**Q.** I measure lines of highly charged ions. Can I tune a laser or a spectrometer to these levels?

**A.** No. The orbitals come from an exchange-only potential, and the run has no correlation estimate and no QED terms, so the excitation energies are no line list. The odd levels, marked "o", are the least safe. Each is the difference of two energies computed with separately optimised orbitals, so the missing correlation should cancel less well than within 4d³. Two limits apply to all rows: wherever configurations of the same parity mix, the overlaps between their orbital sets were neglected, and the list of configurations was cut by a size budget. What the table can teach is how the levels respond to two changes.

Relativistic CI for Os37+ with radial Dirac CI 1, using exchange-only KLI orbitals optimised for each configuration, the zero-frequency Breit term, no QED terms or correlation estimate, and a nuclear rms radius of 5.413 fm. Excitations are counted from the lowest level; q is their derivative by x = (α/α₀)² − 1, the field-shift factor that by the mean square nuclear radius.

```csv
level configuration,level term,J,level excitation (cm⁻¹),level q alpha (cm⁻¹),level field shift factor (GHz/fm^2)
4s2 4p6 4d3,4F,5/2,142450,170400,5.227
4s2 4p6 4d3,4P,3/2,162900,165680,4.786
4s2 4p6 4d3,2G,7/2,177490,175550,5.398
4s2 4p6 4d3,4P,1/2,180040,168500,4.577
4s2 4p6 4d3,2H,9/2,181610,168890,5.631
4s2 4p6 4d3,4P,5/2,250730,186820,5.360
4s2 4p6 4d3,4F,7/2,316510,336240,10.29
4s2 4p6 4d3,4F,9/2,332790,341980,10.88
4s2 4p6 4d3,4P,3/2,344310,340330,9.611
4s2 4p6 4d3,2P,1/2,354550,341300,9.921
4s2 4p6 4d3,2D,5/2,362270,328780,8.865
4s2 4p6 4d3,2H,11/2,368020,339810,11.32
4s2 4p6 4d3,2D,5/2,387270,347240,9.601
4s2 4p6 4d3,2F,7/2,394240,337700,9.928
4s2 4p6 4d3,2D,3/2,450740,356660,11.10
4s2 4p6 4d3,2G,9/2,503650,511040,15.59
4s2 4p6 4d3,2D,3/2,547610,500180,14.30
4s2 4p6 4d3,2D,5/2,580580,504170,15.39
4s2 4p5 4d4,4Po,3/2,1329100,71466,13.55
4s2 4p5 4d4,6Do,5/2,1441100,243190,18.47
4s2 4p5 4d4,4Po,1/2,1472300,245370,16.95
4s2 4p5 4d4,6Do,7/2,1472400,257180,19.10
4s2 4p5 4d4,4Fo,9/2,1480300,246520,19.26
4s2 4p5 4d4,2Do,3/2,1484200,232370,18.54
4s2 4p5 4d4,2Go,7/2,1505900,238000,19.07
4s2 4p5 4d4,4Go,11/2,1507400,235260,19.16
4s2 4p5 4d4,4Fo,5/2,1524800,239640,18.62
4s2 4p5 4d4,4Do,3/2,1528000,258030,18.94
4s2 4p5 4d4,4Do,5/2,1546500,252300,19.57
```

I shall call the level excitation E; it is counted from the lowest level, 4d³ with J = 3/2. The level q alpha, q, is the slope of E against x = (α/α₀)² − 1, where α is the fine-structure constant and α₀ its present value. The field-shift factor, F, is the slope of E against the mean square nuclear radius.

**Q.** Which level responds most to a change of α?

**A.** That depends on whether you count in wavenumbers or in proportion. In wavenumbers it is the 2G 9/2 level, with q = 511040 cm⁻¹. In proportion it is the first row, 4F 5/2. For a small change of α, x is twice the relative change of α, so the relative change of E is 2q/E times that of α. For 4F 5/2 the factor is 2 × 170400/142450 = 2.39. If α grew by one part in a million, this level would rise by 2 × 10⁻⁶ × 170400 = 0.34 cm⁻¹.

At the other end stands the lowest odd level, 4Po 3/2. It lies more than nine times as high as 4F 5/2, yet its q is only 71466 cm⁻¹, the smallest in the table, and its factor is 0.11.

**Q.** Within 4d³ the q values seem to come in three groups. Why?

**A.** They count electrons. At this charge the spin–orbit splitting of the 4d shell is so large that 4d₃/₂ and 4d₅/₂ act almost as separate shells. The lowest level has all three electrons in 4d₃/₂. Let n be the number promoted to 4d₅/₂. The rules for combining angular momenta then allow six levels for n = 1, nine for n = 2 and three for n = 3. The J values in the table, taken in order of energy, match these lists exactly, and the mean q of the three groups is about 173000, 341000 and 505000 cm⁻¹.

The size of a step follows from the Dirac energy of one electron in a Coulomb field. To leading order, the relativistic shift of a level with principal quantum number 4 is −(α²Z⁴/128) × [1/(j + ½) − 3/16] hartree. The bracket differs by 1/2 − 1/3 = 1/6 between j = 3/2 and j = 5/2, so the splitting is α²Z⁴/768, with Z replaced by an effective charge. To this order it is proportional to α², and so its slope against x is the splitting itself; higher orders make the slope somewhat larger. The repulsion among the electrons hardly depends on α. Hence q should be close to n times one fixed step.

A least-squares line through the 18 excited 4d³ rows and the lowest level, with q = 0, gives q ≈ 167600 n + 4700 cm⁻¹. For 2G 9/2, where n = 3, this is 3 × 167600 + 4700 = 507500 cm⁻¹, which is 0.7 % below the table. That row was part of the fit. The typical (rms) miss over the 18 rows is 6900 cm⁻¹, or 4 % of a step. The step corresponds to an effective charge of about 58, between the 38 that an outer electron sees from far away and the 76 of the bare nucleus. This is a plausible value, though it was fitted and so tests nothing. The same kind of line through E has a step of 181900 cm⁻¹, and the step in q is 8 % smaller than that. The step in E also contains differences in electron repulsion, so the table does not isolate the splitting and cannot confirm that slope and splitting are equal.

**Q.** Could I not simply say that higher levels have larger q?

**A.** Only roughly. In the n = 1 group E runs from 142450 to 250730 cm⁻¹, while q stays between 165680 and 186820 cm⁻¹. The best proportionality between q and E misses the 4d³ rows by 29000 cm⁻¹ (rms), about four times as much as the electron count does. Much of the spread in E within a group is electron repulsion, which adds little to q.

The term labels mislead in the same way. In a true 4F term the intervals would grow as 5 : 7 : 9. Here the steps in q from J = 3/2 up to 9/2 are 170400, then 165840, then only 5740 cm⁻¹. The first two each promote an electron; the third does not, since the 7/2 and 9/2 levels both have n = 2.

Nor should you follow the slope far from the present α. For 4F 5/2, a straight line down to α = 0 ends at 142450 − 170400 = −27950 cm⁻¹. Without relativity this level and the lowest one would belong to the same term and coincide, so the line should end at zero. The true curve must bend on the way, as the coupling changes from separate j shells to a common L and S.

**Q.** Why does 4Po 3/2 cost so much energy and yet care so little about α?

**A.** Its excitation moves an electron from 4p₃/₂ to 4d₃/₂. In a pure Coulomb field these two orbitals have the same Dirac energy, because it depends only on the principal quantum number and on j. Their relativistic shifts would cancel. In the ion the 4p electron penetrates the core more deeply, which separates the two by a large energy that is mostly not relativistic. It also gives 4p₃/₂ a somewhat larger relativistic binding, which leaves a modest positive q. This is an argument from theory; the table shows only the outcome. Mixing with the odd configuration 4d² 4f, which the run includes, may also shift this q, and the table does not say by how much.

The table does allow a check on the step. The ten listed odd levels above 4Po 3/2 should each have one electron in 4d₅/₂ as well; the coupling rules allow fifteen such levels, and the table stops before the rest. Adding the 4d³ step to the lowest odd q gives 71466 + 167600 ≈ 239100 cm⁻¹. The 4Fo 9/2 level has 246520 cm⁻¹, so the estimate is 3 % low, and this row had no part in the fit. Over all ten rows the rms miss is about 10000 cm⁻¹, or 6 % of a step. The worst is 4Do 3/2, which lies 19000 cm⁻¹ above the estimate.

**Q.** A d electron is hardly ever at the nucleus. How can these levels feel its size?

**A.** Through the other electrons. A larger nucleus binds the s and p₁/₂ electrons a little less, and their shells expand. They then screen the nucleus slightly less well for the 4d electrons. The more compact 4d₃/₂ orbital gains more from this than 4d₅/₂, so the splitting widens and F is positive. That is the likely route, though the table does not separate it from others. What the numbers do show is that F climbs in the same steps as q: the group means are 5.2, 10.2 and 15.1 GHz/fm².

The 4p electron changes the balance. For 4Po 3/2, F is 13.55 GHz/fm², or 2.7 of these steps, although its q is less than half a step. The same reasoning would explain the sign, since 4p₃/₂ lies deeper than 4d and gains more when the inner screening weakens. The size is less secure, because it compares two separately optimised sets of orbitals.

In practice the effect is small. If two isotopes differ by 0.1 fm² in mean square radius, one step of 5.0 GHz/fm² gives 0.5 GHz, or 0.017 cm⁻¹. The mass shift comes on top of that.

**Q.** What would change in the next element, and which digits should I keep?

**A.** Take the next heavier element with the same number of electrons. If the screening stays the same, the effective charge rises by one unit in about 58. The step in q goes as its fourth power and so grows by about 4/58, or 7 %. Electron repulsion grows only about in proportion to the charge, so the groups would stand out more clearly. Towards lighter ions they would run together, and the term labels would regain their meaning.

As for digits, the four or five printed figures reflect rounding, not accuracy. My judgement, which the table cannot prove, is to keep two figures of q within 4d³ and to treat F as good to one figure, perhaps two. QED terms should alter q within 4d³ only slightly, since they act mainly on s electrons. A longer list of configurations might matter more for F.

**Q.** Why do you trust F less than q, if both follow the same count?

**A.** Because the scatter of q has an explanation that passes a test, and the scatter of F does not. Look at two neighbours with J = 5/2: 4P at 250730 cm⁻¹, the top of the n = 1 group, and 2D at 362270 cm⁻¹, in the n = 2 group. The first has a q 14500 cm⁻¹ above the line, the second 11200 cm⁻¹ below it. This is what mixing does: each level takes on some of the other's character. Mixing within 4d³ can only pass q from one level to another of the same J, so the sum of q for each J should still obey the count.

It does. I fitted the six sums with a step and an offset, each sum divided by the square root of its number of levels. The rms misfit is about 1000 cm⁻¹. When the q values are shuffled at random within their groups, it is typically 5700 cm⁻¹, and only about one shuffle in a thousand does as well as the real order.

For F the same test fails: about a third of the shuffles do as well. In the J = 5/2 pair, 2D lies 1.3 GHz/fm² below the line, but 4P is only 0.2 above it, so the loss is not made good there. My guess is that small admixtures of configurations with a missing 4s or an added 5s electron are at work. A non-relativistic hydrogenic estimate gives a single 4s electron between 102 and 817 GHz/fm², and relativity at Z = 76 raises this several times over, so an admixture well below one per cent could shift F by as much as the scatter. Whether the levels really contain such admixtures, and in the right amounts, is the question that the table leaves open.
